## Dynamic and static transitions of the $p=3$ spherical model

Take $H=-\sum_{i<j<k}J_{ijk}s_is_js_k$ with $\sum_i s_i^2=N$ and Gaussian couplings of zero mean and variance $3J^2/N^2$. Then $\overline{H(s)H(s')}=NJ^2q^3/2$, where $q=s\cdot s'/N$. $J$ is in joules, $t=k_BT/J$, energies are per spin, and $N\to\infty$.

### Estimate by hand

The annealed average $\ln\overline{Z}=N/4t^2+\text{const}$ gives the liquid energy $e=-J/2t$. At a stationary point of energy $E$ the Hessian on the sphere is a random matrix with entries of variance $3J^2/N$, shifted by $-3E$ because $s\cdot\nabla H=3H$. Its spectrum is a semicircle of radius $2\sqrt3J\approx3.5J$, so minima require $E<E_{\rm th}=-2J/\sqrt3\approx-1.15J$.

Relaxation should arrest once the liquid sits in such minima. Setting $e=E_{\rm th}$ gives $t\approx0.43$. This ignores vibration, which costs $k_BT/2$ by equipartition. With it,
$$\frac1{2t}+\frac t2\approx1.15,\qquad t_d\approx0.58 .$$
The static transition needs $E$ to reach the lowest minima, so it lies below $t_d$.

### Careful calculation

The Franz–Parisi potential $V(q)$ is the free-energy cost of holding copies at overlap $q$ with an equilibrium configuration. With mutual overlap $r$ among $n\to0$ copies, the term $\sum_{ab} Q_{ab}^3/4t^2+\frac12\ln\det Q$ gives
$$\frac{V}{k_BT}=\operatorname*{ext}_r\left[\frac{r^3-2q^3}{4t^2}-\frac12\ln(1-r)-\frac{r-q^2}{2(1-r)}\right].$$
For $q\ne0$ both stationarity conditions hold at $r=q$ when
$$\lambda q(1-q)=1,\qquad\lambda=\frac{3}{2t^2}.$$
This replica-symmetric form is stable on the larger root. Roots first exist at $\lambda=4$, so $q_d=1/2$ and $t_d=\sqrt{3/8}=0.612$. There $V$ has a horizontal inflection, and below it a secondary minimum. Langevin dynamics gives the schematic mode-coupling equation with kernel $\lambda\phi^2$, whose plateau condition $q/(1-q)=\lambda q^2$ is the same. For general $p$ the kernel is $(p/2t^2)\phi^{p-1}$, with
$$q_d=\frac{p-2}{p-1},\quad t_d^2=\frac{p(p-2)^{p-2}}{2(p-1)^{p-1}},\quad E_{\rm th}=-J\sqrt{\frac{2(p-1)}p}.$$

The height of the minimum is the complexity, $\Sigma=N^{-1}\ln(\text{number of states})$. Eliminating $t$,
$$\Sigma=-\frac{q^2}{6(1-q)}-\frac12\ln(1-q)-\frac q2 .$$
It equals $0.0132$ at $q_d$ and vanishes at $q_K=0.645$, so $t_K=\sqrt{3q_K(1-q_K)/2}=0.586$.

The bare energy beneath these states follows from the Thouless–Anderson–Palmer (TAP) free energy,
$$\frac fJ=q^{3/2}\frac EJ-\frac t2\ln(1-q)-\frac{1-3q^2+2q^3}{4t},$$
where homogeneity of $H$ makes each state point along a bare minimum of energy $E$. Equating its energy $J\,\partial(f/Jt)/\partial(1/t)$ to $-J/2t$ gives
$$\frac EJ=-\frac{(3-2q)\sqrt q}{2t},$$
and $\partial f/\partial q=0$ then returns $\lambda q(1-q)=1$. One finds $E=-1.155J=E_{\rm th}$ at $t_d$ and $-1.172J$ at $t_K$, the ground-state energy.

### Why the two differ

The criterion $E=E_{\rm th}$ is therefore exact. With the unrounded threshold the estimate is $1/\sqrt3=0.577$, and rounding to $1.15$ moved it to $0.582$. The true gap is $0.035$, or 6 per cent, and comes entirely from equipartition. Expanding the larger root in $t$,
$$-\frac EJ=\frac1{2t}+\frac t2+\frac{t^3}{12}+\dots$$
The estimate kept two terms. At $t_d$ the vibrational energy $e-E$ is $0.338J$ against the harmonic $0.306J$, an excess of $0.032J$. The slope of $1/2t+t/2$ midway across the gap is $-0.91$, and $0.032/0.91=0.035$ accounts for the shift.

The cubic term supplies $0.019J$ of the excess and alone lifts the estimate to $0.596$. The rest is spread over higher orders, because the root $q=\frac12\left(1+\sqrt{1-8t^2/3}\right)$ has its branch point at $t_d$. Physically, two configurations in one state differ by a mean-square displacement $2(1-q_d)=1$ per spin, as large as $\langle s_i^2\rangle$, and the threshold Hessian is gapless. For the stiffer ground states the harmonic relation applied to $-1.172J$ gives $0.561$ against $0.586$, a smaller gap of $0.025$.